## Why an empty level can sink: quasiparticle shifts in PtSe₂

A many-body correction to semilocal band energies should pull filled and empty levels apart. On this naive view every filled level moves down, every empty one moves up, and the boundary between the two groups is the highest filled level. Platinum diselenide follows the rule for most of its levels and breaks it where it matters most, at the edge of the bands.

G₀W₀ levels of bulk PtSe₂ from Yambo 5.3.0, starting from PBE states without spin-orbit coupling (PseudoDojo 0.5 SR standard pseudopotentials, 1170 eV cutoff, 4×4×3 mesh, Fermi-Dirac smearing of 0.05 eV). The self-energy uses a plasmon-pole model, 105 bands and a 5 Ry screening cutoff. Each column of levels counts from its own highest filled level.

| row | state k a (reciprocal cell vector) | state k b (reciprocal cell vector) | state k c (reciprocal cell vector) | state band | state start level (eV) | state corrected level (eV) | state weight z |
| --- | --- | --- | --- | --- | --- | --- | --- |
| 1 | 0.000 | 0.000 | 0.000 | top filled | -0.547 | -1.202 | 0.796 |
| 2 | 0.000 | 0.000 | 0.000 | first empty | 0.932 | 0.370 | 0.793 |
| 3 | 0.000 | 0.000 | 0.333 | top filled | -0.749 | -0.983 | 0.791 |
| 4 | 0.000 | 0.000 | 0.333 | first empty | 2.626 | 2.852 | 0.789 |
| 5 | 0.000 | 0.250 | 0.000 | top filled | -0.766 | -1.026 | 0.793 |
| 6 | 0.000 | 0.250 | 0.000 | first empty | 1.855 | 2.036 | 0.792 |
| 7 | 0.000 | 0.250 | 0.333 | top filled | 0.000 | 0.000 | 0.794 |
| 8 | 0.000 | 0.250 | 0.333 | first empty | 0.695 | 0.865 | 0.794 |
| 9 | 0.000 | -0.500 | 0.000 | top filled | -2.436 | -2.148 | 0.778 |
| 10 | 0.000 | -0.500 | 0.000 | first empty | 1.211 | 1.716 | 0.793 |
| 11 | 0.000 | -0.500 | 0.333 | top filled | -1.310 | -1.768 | 0.792 |
| 12 | 0.000 | -0.500 | 0.333 | first empty | 1.841 | 2.111 | 0.792 |
| 13 | 0.250 | 0.250 | 0.000 | top filled | -0.459 | -0.638 | 0.791 |
| 14 | 0.250 | 0.250 | 0.000 | first empty | 0.718 | 1.196 | 0.795 |
| 15 | 0.250 | 0.250 | 0.333 | top filled | -1.372 | -1.294 | 0.784 |
| 16 | 0.250 | 0.250 | 0.333 | first empty | 1.347 | 1.689 | 0.793 |
| 17 | 0.000 | 0.250 | -0.333 | top filled | -1.211 | -1.504 | 0.788 |
| 18 | 0.000 | 0.250 | -0.333 | first empty | 1.863 | 1.994 | 0.792 |

Each pair of rows belongs to one point of the mesh in reciprocal space and holds the highest filled and the lowest empty level there. Both columns of levels are counted from row 7, the highest filled level of all. The difference between corrected and starting level is therefore a shift relative to row 7, whose own shift is zero by construction. A positive shift of a filled level means only that it moves up against row 7.

Eight of the nine empty levels move up. The exception is row 2, at the zone centre Γ, which drops by 0.56 eV. That is almost as much as the filled level below it, row 1, which drops by 0.66 eV. An empty level that behaves like a filled one calls for a closer look at what "empty" means here.

### What binds a filled band

The starting PBE calculation gives all electrons the same local exchange-correlation potential. It depends on the density and its gradient at each place and does not ask which state an electron occupies. The G₀W₀ correction replaces it by a self-energy, which contains the exchange of each state with the filled states, weakened by the screening of the other electrons. This exchange is strong when the wave function of the state closely resembles those of filled states, and weak when it does not.

States in the lower bands find such partners all around them, because their neighbours in reciprocal space are filled and have similar wave functions. States in the upper bands find fewer. The correction therefore lowers the lower bands against the upper ones. This is the usual reason why semilocal functionals place the two groups too close together, and why G₀W₀ moves them apart.

The argument concerns the band to which a state belongs, and the occupation of that single state matters much less. Suppose that one state at the top of an otherwise filled band loses its electron. Its wave function is unchanged, and nearly all its partners are still filled. It loses the exchange with the electron that used to sit in it, which weakens its binding somewhat, but it should still sink with its band.

In formula, the corrected energy $E$ of a state follows from its starting energy $\varepsilon$ as

$$E = \varepsilon + Z\,\langle \Sigma - v_{xc} \rangle ,$$

where $\Sigma$ is the self-energy, $v_{xc}$ the PBE potential that it replaces, and $Z$ the state weight in the last column. The weight tells how much of an added or removed electron remains in one sharp level. It varies by only about 2 % over the table, so it acts as a common factor near 0.79. The differences between the shifts come from the bracket.

### Which band does row 2 belong to?

The cell holds 50 electrons in the calculation, enough to fill 25 bands. If exactly 25 bands were filled at every mesh point, the levels of rows 7 and 8 would leave a gap of 0.695 eV at the start. Yet the starting calculation is a metal with no gap on this mesh. Some state of the lower 25 bands must lie above the bottom of band 26.

Row 2 is the natural candidate. At the start it lies 0.24 eV above row 8, the lowest of the other empty levels. If it is band 25, emptied at Γ, the bands overlap and the missing gap is explained. The table labels levels by occupation and not by band number, so this is an inference. An electron count can at least check whether it is consistent with the labels.

The mesh has 48 points. Γ occurs once, while the points of rows 8 and 14 each stand for six equivalent ones. For each spin, the electron that leaves Γ must be found in the lowest states of band 26:

$$6 f_8 + 6 f_{14} = 1, \qquad f = \frac{1}{1+\exp[(\varepsilon-\mu)/w]} .$$

Here $f$ is the occupation of a state, $\mu$ the Fermi level and $w$ = 0.05 eV the smearing width.

Row 14 starts 0.023 eV above row 8, so its occupation is smaller by a factor of about $\exp(-0.023/0.05) \approx 0.63$. The count then gives $f_8 \approx 1/(6 \times 1.63) \approx 0.10$. Inverting the occupation formula puts the Fermi level at $\mu \approx 0.695 - 0.05 \ln 9 \approx 0.585$ eV above row 7.

The result is consistent with the labels. Row 2 lies about seven smearing widths above this Fermi level and is empty. Rows 8 and 14 hold only about a tenth of an electron or less per spin, so they too are rightly called empty. One emptied state at Γ is balanced by a thin spread of charge over twelve mesh points, and no other label has to change.

The chemistry of layered selenides suggests why Γ is the place where the lower bands stick out. Selenium $p$ orbitals that point out of one layer meet those of the next. In the highest of their combinations at Γ the facing lobes have opposite signs, an antibonding arrangement that pushes the level up; along the stacking direction the phase changes and the push is lost. The levels fit this picture: the top of the lower bands falls from 0.93 eV at Γ to −0.75 eV in row 3, a third of a reciprocal vector away along the stacking direction.

### The trend after sorting by band

With row 2 counted among the lower bands, the exception among the empty levels disappears. All eight levels assigned to band 26 move up against row 7. Row 2 goes down as the lower bands do on average, although it holds no electron itself. This accounts for the direction of its shift but not for the full size: the lower bands fall by 0.23 eV on average, less than half the drop of row 2.

A second comparison does not depend on the choice of row 7 as zero. At each mesh point one can ask how much the correction widens the separation between the two listed levels. At Γ it widens by only 0.09 eV, the smallest value of all; at the other eight points it widens by 0.42 eV on average. This is what the band picture leads one to expect, since at Γ both levels belong to the lower bands and whatever shift they share cancels. The contrast is clearest for the average, because the separation between rows 7 and 8 grows by just 0.17 eV.

The simplest model gives one constant shift to the lower bands and another to band 26. A least-squares fit to all 18 rows, row 2 included, moves the two groups apart by 0.52 ± 0.11 eV, with a typical (rms) miss of 0.22 eV. If the rows are sorted by occupation instead, the typical miss rises to 0.28 eV. Sorting by band is better, but two constants still describe the average movement of the groups and not the shift of a single level.

### Where two constants are not enough

The filled levels scatter most. Rows 9 and 15 move up against row 7, while row 1 falls further than any other level. The energy of a level does not decide the matter: rows 11 and 15 start within 0.1 eV of each other, yet their shifts differ by 0.54 eV. The same happens in band 26, where rows 8 and 14 start almost together and end up 0.31 eV further apart.

Two states of equal energy can still have quite different shapes. One may sit mostly on platinum $d$ orbitals and the other on selenium $p$ orbitals, and the PBE potential need not err by the same amount for both. This is a plausible source of the scatter, but the levels alone do not test it. Part of the scatter may also be numerical, since mesh, number of bands and screening cutoff are not converged and states of different shape converge at different rates.

The two levels at Γ share a peculiarity: they have the largest downward shifts in the table. A similar selenium character could be the reason. Errors of the coarse mesh may also play a part. Both remain guesses, but the missing electron in row 2 is not a likely cause: the exchange lost with it weakens the binding, which by itself would make the drop smaller.

### What becomes of the overlap

At the start, row 2 lies 0.24 eV above row 8; after the correction it lies 0.50 eV below. Among the listed levels, the top of the lower bands has passed beneath the bottom of band 26, and the overlap is gone. The average separation from the fit would give the same order of levels, with a smaller distance of $0.52 - 0.24 = 0.28$ eV. The extra distance reflects the unusually large drop at Γ.

The corrected column must therefore be read with care. Row 7 is still its zero, but it marks the top of the lower bands no more than it did at the start, because row 2 still lies 0.37 eV above it. That value is not a band gap: it is a distance between two levels of the lower bands. The correction is also applied only once, so the screening and the exchange still belong to the metallic start, in which row 2 is empty.

Nor does the distance of 0.50 eV between rows 2 and 8 predict that the bulk crystal is a semiconductor. Spin-orbit coupling is left out, and it can split selenium $p$ levels by some tenths of an electronvolt, as much as the overlap itself. The true band edges may lie between the mesh points. The plasmon-pole model, which condenses the screening at all frequencies into a single resonance, is least reliable for a metal.

The same reasoning gives a first guess, and no more, for other crystals in which two bands overlap slightly at different points of reciprocal space. First count the electrons and find out which band each level belongs to; then let the lower bands sink against the upper ones. A pocket of empty states at the top of a lower band should sink with that band, and a few electrons at the bottom of an upper band should not hold it down. Occupation labels can mislead where they do not coincide with the order of the bands, and single levels can still depart from the average, as rows 9 and 15 do here.

For devices the point is practical. PtSe₂ is studied both as a channel material, which needs a gap, and as a contact, which should conduct. With an overlap of a few tenths of an electronvolt, the level of theory can decide which of the two a calculation seems to describe.
